# Why the smallest basis binds SiH₂ too strongly

In triplet SiH₂ the smallest basis set, STO-3G, makes the atomization energy too large by 139.8 kJ/mol relative to the quadruple-zeta set. Each of the other small sets makes it too small. The excess is an error of the free atoms: STO-3G describes a lone hydrogen atom so poorly that pulling the molecule apart looks too expensive.

Neutral triplet SiH₂, calculated with Ansatz 0.2.0 at the CCSD(T) level on a restricted open-shell Hartree-Fock reference, without relativity. The silicon 1s, 2s and 2p electrons are left uncorrelated, and the geometry is fixed at that from MP2(full)/6-31G*.

| basis | functions | atomization energy less its quadruple-zeta value (kJ/mol) |
| --- | --- | --- |
| STO-3G | 11 | 139.80 |
| 6-31G | 17 | -110.30 |
| 6-31Gstar | 23 | -77.70 |
| cc-pV(D+d)Z | 33 | -38.50 |
| cc-pV(T+d)Z | 67 | -9.90 |
| cc-pV(Q+d)Z | 124 | 0.00 |

The last column is called the shift below. It is the atomization energy in a given basis less the value in the quadruple-zeta set, 552.2 kJ/mol, so a positive shift means overbinding. The level is coupled cluster throughout, in one electronic state and at one fixed geometry, and only the basis changes from row to row. The triplet is not the ground state of SiH₂, whose singlet lies lower, so these energies belong to the triplet alone.

## Two neighbouring rows with opposite errors

The failure shows best in the first two rows. Going from STO-3G to 6-31G adds only six functions, yet the atomization energy drops by 250.1 kJ/mol. The shift changes from a quarter of the reference value too much to a fifth too little. From 6-31G on, every enlargement raises the atomization energy.

Seen alone, the STO-3G result carries no warning, and the strong binding might even pass for a good description of the bonds. The second row removes that reading. Neither set has d functions on silicon, so both lack the same means of shaping the bonds, and still they err in opposite directions. Something that differs between the two sets must raise the STO-3G value.

Errors of opposite sign also make it easy to be right by accident. The mean of the first two shifts is about +15 kJ/mol, which is closer to zero than the −38.5 kJ/mol of the double-zeta set, cc-pV(D+d)Z. Nobody would call that mean a better calculation. Closeness to a good value is weak evidence when large errors can cancel.

## A difference has no variational bound

The atomization energy is the energy of the free atoms less the energy of the molecule. For each of these two energies, a Hartree-Fock calculation in a finite basis gives an upper bound to its basis-set limit. Coupled cluster gives no strict bound, but here the computed energy of the molecule does fall with every larger basis. The difference has no such protection: if the atoms lie too high by more than the molecule does, the binding comes out too strong.

The CCSD energies of the molecule from the same calculations show how large the two errors are. They leave out the perturbative triples correction, which the shifts include; with it, the errors below would change by less than the last step of the table. In STO-3G the molecule lies 9107 kJ/mol above its quadruple-zeta energy. Adding the shift of 139.8 kJ/mol gives the error of the free atoms together, 9247 kJ/mol. The overbinding is thus a small remainder of two enormous errors, most of which come from silicon's inner shells and are nearly the same in the atom and in the molecule.

In 6-31G the balance tips the other way. The molecule is now too high by 336.8 kJ/mol and the free atoms together by only 226.5 kJ/mol. Both are described far better than in STO-3G, but the atoms have gained more. The atomization energy therefore falls although the energy of the molecule has improved.

## Why the free hydrogen atom suffers

STO-3G gives each hydrogen atom a single function of fixed shape. That shape was chosen for molecules, where the electron cloud around a hydrogen nucleus is more compact than in the free atom. When the atom is set free its cloud should expand, but one rigid function leaves it no way to do so. In 6-31G hydrogen has two functions, a tight one and a wide one, and their mixture can adapt to either situation.

A one-electron model shows why this costs energy. Let the orbital decay as exp(−ζr), with r in bohr. In hartree, the kinetic energy is ζ²/2 and the attraction to the nucleus is −ζ, so the total is ζ²/2 − ζ. It is lowest at ζ = 1, where it equals −1/2, and any other exponent costs (ζ − 1)²/2.

An exponent between 1.2 and 1.3, typical of hydrogen in molecules, costs a few hundredths of a hartree. STO-3G also imitates the exponential by three Gaussians, which costs a little more. Together the free atom comes out about 0.033 hartree too high, a rough value recalled for this well-known basis.

## The estimate, worked through

Breaking up SiH₂ sets two hydrogen atoms free:

- The error per hydrogen atom is about 0.033 hartree.
- For two atoms this makes about 0.066 hartree.
- One hartree is roughly 2600 kJ/mol, so the atomization energy is raised by about 170 kJ/mol.

Nothing in this estimate was adjusted to the table. It has the right sign and is somewhat larger than the whole shift of 139.8 kJ/mol. The error of the hydrogen atoms is therefore big enough to turn underbinding into overbinding. Without it, STO-3G would underbind by some 30 kJ/mol and would have the same sign as the other small sets.

The estimate stops short of explaining that remainder. Thirty kJ/mol is a milder underbinding than the 110.3 kJ/mol of 6-31G, although STO-3G is the poorer basis. The errors left over, those of the free silicon atom and of the molecule, must therefore cancel unusually well. A likely reason is that the silicon functions also have a fixed shape meant for molecules, which would handicap the free silicon atom much as it does hydrogen. The remainder is then no sign of quality either.

## Why the other small sets underbind

Once the free hydrogen atom is well described, the molecule becomes the harder case. Its electrons move in the field of three nuclei, and the orbitals must lean towards the bonds. Functions of higher angular momentum, called polarisation functions, let them do so. The molecule also has electron pairs in its Si–H bonds whose members avoid each other, whereas a free hydrogen atom has one electron and nothing to correlate.

The step from 6-31G to 6-31G\*, printed as 6-31Gstar, isolates one part of this. Silicon receives d functions and hydrogen stays as it was. The molecule falls by 128 kJ/mol, but the atomization energy rises by only 32.6 kJ/mol. The difference, about 95 kJ/mol, must be the fall of the free silicon atom, the only other species that has changed.

Three quarters of the improvement thus cancels between the molecule and the atom. In the free atom symmetry keeps the d functions from mixing into the 3p orbitals. Much of its fall is therefore expected to come from better correlation of the valence electrons, although the 3s orbital can still improve somewhat. In the molecule that symmetry is gone, and about half of the fall already appears at the Hartree-Fock level. This reshaping of the orbitals towards the bonds is the likely source of the stronger binding, though the Hartree-Fock energy of the free silicon atom, which would settle it, is not listed.

The next set, cc-pV(D+d)Z, adds p functions on hydrogen and more flexibility on silicon, and the atomization energy rises by another 39.2 kJ/mol. This step is larger than the one before it, so the approach to the reference is not a smooth decay from the start. The sets differ in kind as well as in size, and the number of functions alone does not say how good a basis is.

## How to recognise the failure

The plainest sign is a change of sign along the series. An error that only reflects a basis growing more complete tends to shrink while keeping its sign, as it does here from 6-31G on. A jump from +139.8 to −110.3 kJ/mol says instead that two different errors are at work. At least two sets of different construction are needed to see this.

A second sign appears when the total energy is read beside the atomization energy. Between the first two rows the molecule improves enormously while its binding weakens. That combination means that the free atoms have improved even more. The energy of the molecule alone would have suggested steady progress.

The third test needs no larger basis. The exact non-relativistic energy of a hydrogen atom is −1/2 hartree, so one calculation on the free atom exposes its error directly. Multiplying that error by the number of hydrogen atoms set free tells how much spurious binding the hydrogen atoms contribute; errors of the other atoms and of the molecule come on top. In STO-3G this check would have raised the alarm before any molecule was computed.

The end of the series calls for some care too. The quadruple-zeta shift is zero because that set was chosen as the reference. The last enlargement still raises the atomization energy by 9.9 kJ/mol, so several kJ/mol may separate the reference from the limit of a complete basis. This matters little for the failure of STO-3G, but it does matter for anyone who wants the atomization energy itself to a few kJ/mol.

## A neighbouring series

Silane, SiH₄, is a useful comparison. Taking it apart sets four hydrogen atoms free instead of two, so their part of the STO-3G error doubles. The total shift need not double, because the errors of silicon and of the molecule change as well. In a molecule without hydrogen this particular source of overbinding is absent.

The singlet of SiH₂ makes the point in another way. It breaks up into the same atoms as the triplet, so its atomization energy inherits the same atomic error. In the energy difference between singlet and triplet the free atoms drop out altogether. A basis that fails for atomization can therefore do better for a difference between two states of one molecule, though that difference has errors of its own.

## What this means for silicon deposition

SiH₂, in its singlet ground state, is an intermediate when silicon films are grown from silane. Some steps of that chemistry break an Si–H bond and release a hydrogen atom, while others release H₂ or pass hydrogen from one molecule to another. In STO-3G the first kind carries the free-atom error and so tends to look too costly, and the second kind is spared it. A reaction scheme built on such energies would distort the competition between the two kinds of step, even if each molecule looked reasonable by itself.
